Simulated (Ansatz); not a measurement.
Pb: Boltzmann equation against the high-temperature formula (computed with Ansatz 0.2.0)

Space group Fm-3m (No. 225), 1 atom in the cell of the first input below: a = 3.500 Å, b = 3.500 Å, c = 3.500 Å, α = 60.00°, β = 60.00°, γ = 60.00°.

The cell was built from a prototype of a structure type listed for this element, at its measured volume, taken without relaxation (pressure 2.8 GPa with this functional, without spin–orbit coupling). Functional: PBE.

Input:

```yaml
crystal:
  lattice:
    - [0.0, 2.4749988096, 2.4749988096]
    - [2.4749988096, 0.0, 2.4749988096]
    - [2.4749988096, 2.4749988096, 0.0]
  atoms:
    - { symbol: Pb, position: [0.0, 0.0, 0.0] }
basis:
  ecutwfc: 420
  ecutrho_ratio: 4
kpoints:
  mp_grid: { grid: [12, 12, 12] }
hamiltonian:
  xc: pbe
scf:
  occupations: { method: methfessel_paxton, width: 0.2 }
output: {}
phonons:
  supercell: [3, 3, 3]
  qpath:
    path:
      - [[0.0, 0.0, 0.0], [0.5, 0.0, 0.5], [0.625, 0.25, 0.625]]
      - [[0.375, 0.375, 0.75], [0.0, 0.0, 0.0], [0.5, 0.5, 0.5], [0.5, 0.25, 0.75], [0.5, 0.0, 0.5]]
    npoints: 6
  electrical_resistivity: { mesh: [24, 24, 24], temperatures: [50, 100, 200, 300, 500] }
  superconductivity: { mesh: [24, 24, 24], eliashberg_equations: false }
```

```bash
ansatz run input.yaml --threads 8 --pin off --max-ram 16384MiB --backend cpu --events-out ev --progress --plain --runs-dir out
```

Time: 42 s on 8 threads of Intel(R) Xeon(R) 6975P-C (Granite Rapids), with other jobs on the host, peak memory 8.9 GiB.

λ_tr,xx from the finest mesh down: 0.809, 0.855, 1.063. The next coarser mesh moves the resistivity at 300 K by 2 % along the axis that moves most.

The run gives λ_tr,xx = 0.809 and a Drude plasma energy ħω_p,xx = 9.44 eV.

**Question.** Estimate the resistivity along x at 300 K from the high-temperature formula.

**Answer.** ħ/τ = 2π λ_tr k_B T = 0.1314 eV and ρ = 1/(ε0 ω_p² τ) = 10.96 μΩ cm. The Boltzmann solution gives 10.35 μΩ cm, so the estimate is 6 % high; λ_tr itself still moves by 6 % between the two finest meshes.

| T (K) | ρ_xx (μΩ cm) | ρ_zz (μΩ cm) | formula, xx | R_H, field along x, y or z (10⁻¹¹ m³/C) |
| --- | --- | --- | --- | --- |
| 50 | 1.43 | 1.43 | 1.83 | 5.42 |
| 100 | 3.31 | 3.31 | 3.65 | 5.75 |
| 200 | 6.86 | 6.86 | 7.31 | 5.85 |
| 300 | 10.35 | 10.35 | 10.96 | 5.88 |
| 500 | 17.32 | 17.32 | 18.27 | 5.89 |

At 300 K the next coarser mesh moves R_H by up to 4 %.

At 50 K the solution is 0.78 times the linear formula, and at 500 K 0.95 times. The formula is meant for temperatures above the phonon energies and for bands that vary little within k_B T.

Caveats: no spin-orbit coupling, which matters for these elements; small supercell, couplings not converged in it.

The resistivity becomes nearly linear in temperature early because lead's heavy atoms and soft bonds give low phonon energies, so the modes are soon classically populated. At 50 K the high-energy modes are partly frozen out, and the linear formula overestimates the scattering. The remaining offset at 500 K is probably not a freeze-out effect. It suggests a mean free path that varies over the Fermi surface, which the full solution can exploit to lower the resistivity, or some band variation within the thermal window.

The 300 K resistivity is well below the measured value for lead. The likely main cause is the missing spin-orbit coupling, which softens the phonons and strengthens their coupling to electrons. Denser sampling offers no evident remedy, since λ_tr falls as the mesh is refined. The positive Hall coefficient, in the usual convention, points to dominant hole-like orbits, but it is much larger than experiment. Hole and electron sheets partly cancel in lead, making this quantity sensitive to band details. Agreement between formula and Boltzmann solution therefore supports the transport approximation, not the absolute resistivity.
